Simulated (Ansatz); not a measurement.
# Phonon branches of zinc-blende BP along [100] and [111] compared with a chain of atomic planes, PBE linear response

Removing heat from power electronics calls for crystals that conduct it well without carrying current, and boron phosphide is a candidate. Its heat is carried mainly by acoustic phonons, so the shape of the acoustic branches, and their distance from the optical ones, matters for the design of a heat spreader. Along [100] and [111] whole atomic planes move as one, which reduces the crystal to a chain of masses and springs. The question is how far springs between nearest planes alone account for the branches, and which branch departs from them. The frequencies are harmonic PBE values for the static lattice, in cm⁻¹ from zero, and they are measured here against the dispersion laws of such a chain.

## Computational details

One crystal, BP (zinc-blende) (known phase). The structures stem from measured cells of the Crystallography Open Database, directly or through a relaxation at another level; cell and atoms were relaxed at zero pressure at each row's own level, inside the symmetry of the start, with no thermal or zero-point expansion. Program: Ansatz 0.2.0, plane waves, PBE, the program's default PAW potentials, scalar-relativistic without spin-orbit coupling, no spin polarisation. Wave-function cutoff 420 eV (the default for the potentials of each cell); on the k meshes (Γ-centred) the least product of divisions and cell-vector length runs from 38 to 39 Å. Occupations: fixed. Harmonic modes at natural masses come from linear response (density functional perturbation theory), with the acoustic sum rule imposed. Branches were Fourier-interpolated from a 4×4×4 q mesh solved by linear response, with the dipole term. The rows are a selection of points from finer curves (every second point of the path, the zone boundary included).

- chain scale: chain scale sin(πξ/4).
- ξ: wavevector ξ as a fraction of the way from Γ to the zone boundary.
- origin: solved on the q mesh or Fourier-interpolated.
- LA (cm⁻¹): longitudinal acoustic branch.
- TA (cm⁻¹): transverse acoustic branch, twofold.
- LO (cm⁻¹): longitudinal optical branch.
- TO (cm⁻¹): transverse optical branch, twofold.

Input lines of one member:

```
kpoints:
  mp_grid: { grid: [12, 12, 12] }
hamiltonian:
  xc: pbe
scf:
  occupations: { method: fixed }
output:
  eigenvalues: true
phonons:
  method: dfpt
  dielectric: true
  rigid_motions: translations
  qmesh: [4, 4, 4]
  temperatures: { t_max: 1000, t_step: 50 }
```

Command (options for logging and memory left out): `ansatz run input.yaml --threads 2 --backend cpu`

## Data

```
member     direction            chain scale  ξ      origin        LA (cm⁻¹)  TA (cm⁻¹)  LO (cm⁻¹)  TO (cm⁻¹)
ξ = 0.200  Γ to L, along [111]  0.156        0.200  interpolated  145.8      82.4       801.7      793.4
ξ = 0.400  Γ to L, along [111]  0.309        0.400  interpolated  282.3      151.7      793.2      778.7
ξ = 0.600  Γ to L, along [111]  0.454        0.600  interpolated  397.5      197.7      777.2      764.9
ξ = 0.800  Γ to L, along [111]  0.588        ?      interpolated  ?          ?          ?          ?
ξ = 1.000  Γ to L, along [111]  0.707        1.000  solved        505.6      224.6      751.3      757.4
ξ = 0.200  Γ to X, along [100]  0.156        0.200  interpolated  156.4      104.9      804.6      788.9
ξ = 0.400  Γ to X, along [100]  0.309        0.400  interpolated  298.4      199.6      802.4      758.5
ξ = 0.600  Γ to X, along [100]  0.454        0.600  interpolated  414.6      269.3      794.7      723.5
ξ = 0.800  Γ to X, along [100]  0.588        ?      interpolated  ?          ?          ?          ?
ξ = 1.000  Γ to X, along [100]  0.707        1.000  solved        525.1      313.4      780.7      700.9
```

Cells marked ? are withheld until the estimate has been made.

## Why the values move as they do

The printed scale sin(πξ/4) belongs to a chain of two like planes per cell, and it fits badly. Along [111] the ratio of LA to this scale falls from 145.8 / 0.156 = 935 to 505.6 / 0.707 = 715 cm⁻¹. Phosphorus is nearly three times as heavy as boron, and along [111] the springs between planes also alternate in stiffness. Either inequality opens a gap at the zone boundary and flattens the acoustic branch there. The law for one plane per cell, sin(πξ/2), comes much closer. The ratio of LA to it rises from 145.8 / 0.309 = 472 to 506 cm⁻¹ along [111], or 7%, and by 4% along [100].

TA bends the other way. Its ratio to sin(πξ/2) falls from 82.4 / 0.309 = 267 to 225 cm⁻¹ along [111], or 16%, and by 8% along [100]. Among the acoustic branches TA is therefore the one that flattens too early. In tetrahedral covalent crystals this flattening is understood as the work of forces that reach beyond the nearest planes, carried by the charge in the bonds.

A stricter test takes the acoustic and optical branches of one polarisation together. For any two masses m₁, m₂ and any two alternating nearest-plane springs K₁, K₂,

ω²(acoustic) + ω²(optical) = (K₁ + K₂)(1/m₁ + 1/m₂),

which does not depend on ξ. Between ξ = 0.200 and the boundary the transverse sum falls by only 2% along [111] and 7% along [100]. The longitudinal sum rises by 24% and 32%. The cause lies in LO, which drops only from 804.6 to 780.7 cm⁻¹ along [100] while LA climbs to 525.1 cm⁻¹. With the sum held at its value at ξ = 0.200, LO would have to end near 630 cm⁻¹, the square root of 156.4² + 804.6² − 525.1².

LA thus has nearly the shape of a simple chain, but LA and LO together cannot come from nearest-plane springs. Additional springs between planes of the same element would raise the sum towards the boundary, which is the sign required.

## An estimate before looking

Plain estimates from the members shown:

- ξ = 0.800 (Γ to L, along [111]), straight-line interpolation between ξ = 0.600 and ξ = 1.000: w = (0.588 − 0.454) / (0.707 − 0.454) = 0.530, so 397.5 + 0.530 × (505.6 − 397.5) = 454.8 cm⁻¹

The straight line between the neighbours gives 454.8 cm⁻¹, which must be too low, because LA bends over and reaches L with zero slope. A better route divides out sin(πξ/2) and interpolates the slowly varying ratio that remains. Since the branch is symmetric about the zone boundary, the ratio is taken as linear in sin²(πξ/2), which has the same symmetry.

The law follows from the printed scale, since sin(πξ/2) = 1 − 2 sin²(π(1 − ξ)/4). It is 1 − 2 × 0.309 × 0.309 = 0.809 at ξ = 0.600 and 1 − 2 × 0.156 × 0.156 = 0.951 at ξ = 0.800, with squares 0.809 × 0.809 = 0.654 and 0.951 × 0.951 = 0.904. At ξ = 0.600 the ratio is 397.5 / 0.809 = 491.3 cm⁻¹, and at L it is 505.6 cm⁻¹. The weight for ξ = 0.800 is (0.904 − 0.654) / (1 − 0.654) = 0.723. The ratio there is 491.3 + 0.723 × (505.6 − 491.3) = 501.6 cm⁻¹, and the frequency is 0.951 × 501.6 = 477.0 cm⁻¹.

The same route can be tried on ξ = 0.600, using only ξ = 0.400 and the boundary. At ξ = 0.400 the law is 0.588, with square 0.588 × 0.588 = 0.346. The weight is then (0.654 − 0.346) / (1 − 0.346) = 0.471, and the ratios at ξ = 0.400 are 282.3 / 0.588 = 480.1 cm⁻¹ along [111] and 298.4 / 0.588 = 507.5 cm⁻¹ along [100]. The route gives (480.1 + 0.471 × (505.6 − 480.1)) × 0.809 = 398.1 cm⁻¹ along [111] and (507.5 + 0.471 × (525.1 − 507.5)) × 0.809 = 417.3 cm⁻¹ along [100]. It lies too high by 398.1 − 397.5 = 0.6 cm⁻¹ and 417.3 − 414.6 = 2.7 cm⁻¹. Those trials span a wider gap. The error of a linear interpolation grows with the product of the distances to its two ends, measured in sin²(πξ/2), which is (0.904 − 0.654) × (1 − 0.904) = 0.024 here and (0.654 − 0.346) × (1 − 0.654) = 0.107 in the trials. The larger miss then shrinks to 2.7 × 0.024 / 0.107 = 0.6 cm⁻¹. With only two trials behind it, this is rounded up to 1 cm⁻¹, and no further shift is applied.

**Committed estimate, ξ = 0.800 (Γ to L, along [111]): LA = 477 ± 1 cm⁻¹.**

## Check

```
member     direction            chain scale  ξ      origin        LA (cm⁻¹)  TA (cm⁻¹)  LO (cm⁻¹)  TO (cm⁻¹)
ξ = 0.800  Γ to L, along [111]  0.588        0.800  interpolated  476.7      219.2      759.4      758.5
ξ = 0.800  Γ to X, along [100]  0.588        0.800  interpolated  495.0      304.4      785.4      704.6
```

```
member                           estimate       LA (cm⁻¹)  computed  estimate − computed  miss in error bars
ξ = 0.800 (Γ to L, along [111])  committed      477.0      476.7     +0.3                 0.3
ξ = 0.800 (Γ to L, along [111])  interpolation  454.8      476.7     −21.9
```

The estimate of 477.0 cm⁻¹ lies 0.3 cm⁻¹ above the computed 476.7 cm⁻¹, inside its error bar of 1 cm⁻¹. The straight line fell 21.9 cm⁻¹ short because it ignores the bending of LA towards L. Dividing out sin(πξ/2) and respecting the symmetry about the zone boundary was enough. The same route along [100] ends about 1 cm⁻¹ above the computed 495.0 cm⁻¹. Both computed values are themselves Fourier-interpolated, so 1 cm⁻¹ is a realistic distance between the two ways of interpolating, not a tested error against a linear-response solution at ξ = 0.800.

A Fourier interpolation is smooth between its mesh points by construction, so this success is no independent proof that the branch is smooth. Nor does it show that the springs join only nearest planes. The earlier statement that the misfit of the longitudinal sum lies in LO was wrong. Along [100] symmetry makes the two longitudinal springs equal, so at X the nearest-plane chain lets the boron and phosphorus planes vibrate separately, with squared frequencies in inverse ratio to their masses, roughly 11 and 31. With the sum held at its value at ξ = 0.200, LA would end near 420 and LO near 705 cm⁻¹. The computed values are 525.1 and 780.7 cm⁻¹, so both branches are too stiff for that chain.

## Residuals

No single row breaks the smooth course of its branch; the large departures are from the chain model, and they belong to whole branches. The largest is longitudinal. At X, LA lies about 105 cm⁻¹ and LO about 75 cm⁻¹ above the nearest-plane chain matched to the sum at ξ = 0.200. Springs between planes of the same element have the right sign, since they raise the sum of the squared frequencies at the boundary and hardly change it near Γ.

TA along [111] departs in the opposite direction. Had it kept its ratio of 267 cm⁻¹ to sin(πξ/2), it would reach 267 cm⁻¹ at L, but it stops at 224.6 cm⁻¹, 42 cm⁻¹ lower. Nearest-plane springs cannot do this. In their chain the product of the acoustic and optical frequencies follows sin(πξ/2), so TA could drop below that law only if TO rose, and TO falls. Forces of longer range are therefore needed; that the bond charge carries them is the usual picture for tetrahedral crystals, which these rows do not test. The reference of 267 cm⁻¹ comes from ξ = 0.200, an interpolated row. The interpolation includes the dipole term but lacks the quadrupole term, of which the program warns, and this can shift long acoustic waves by an amount not tested here. The 42 cm⁻¹, and every percentage counted from ξ = 0.200, is uncertain to that extent. The flattening of TA and the rise of the longitudinal sum do not depend on it along [111]: both also appear between the solved mesh point halfway to L, which is not among the rows, and L itself.

The order of the optical branches also changes along [111]. LO is 0.9 cm⁻¹ above TO at ξ = 0.800, but at L it lies below TO by 757.4 − 751.3 = 6.1 cm⁻¹. The 0.9 cm⁻¹ belongs to an interpolated row and is too small to fix where the branches cross. A weak polar splitting at Γ does not explain the crossing by itself, since LO first moves away from TO, from 801.7 − 793.4 = 8.3 cm⁻¹ at ξ = 0.200 to 793.2 − 778.7 = 14.5 cm⁻¹ at ξ = 0.400, and only then falls below it.

## Conclusions and limits

The single-plane law sin(πξ/2) describes the shape of LA within 7% over the rows shown, but nearest-plane springs do not reproduce LA and LO together, and TA flattens earlier than the law, most of all along [111]. For a missing point at ξ = 0.800, interpolating the ratio to that law comes within about 1 cm⁻¹ of the Fourier-interpolated LA and TA in both directions.

For heat transport the distance between acoustic and optical phonons is useful. Among these rows it is 700.9 − 525.1 = 175.8 cm⁻¹, or, at 8.1 cm⁻¹ per meV, 175.8 / 8.1 = 22 meV. Over the whole zone the gap is narrower, because some optical phonons away from these two lines lie lower. Many acoustic phonons carry more energy than even the wider value, so energy conservation alone does not stop them from lifting another acoustic phonon into an optical branch.

In a comparison with measurement, other errors come on top of the 1 cm⁻¹ between the two interpolations. The Fourier interpolation lacks the quadrupole term, which matters most for the acoustic slopes near Γ; the size of this error was not tested, so sound velocities should not be read from the rows at small ξ without a further check. PBE usually makes such crystals slightly too large and their frequencies somewhat too low. Thermal expansion and anharmonicity, which these harmonic values leave out, usually lower measured optical frequencies at room temperature.

[On method and selection: Runs that did not converge, have known faults or may not be shown are not listed, and runs on Ansatz's PAW sets soft_1 and soft_2 are kept to separate tables.]

[Logs are printed without paths, hosts, clocks, repeated set-up lines and the standing remarks that a program may print on its own settings, such as how far it seeks lower states.]
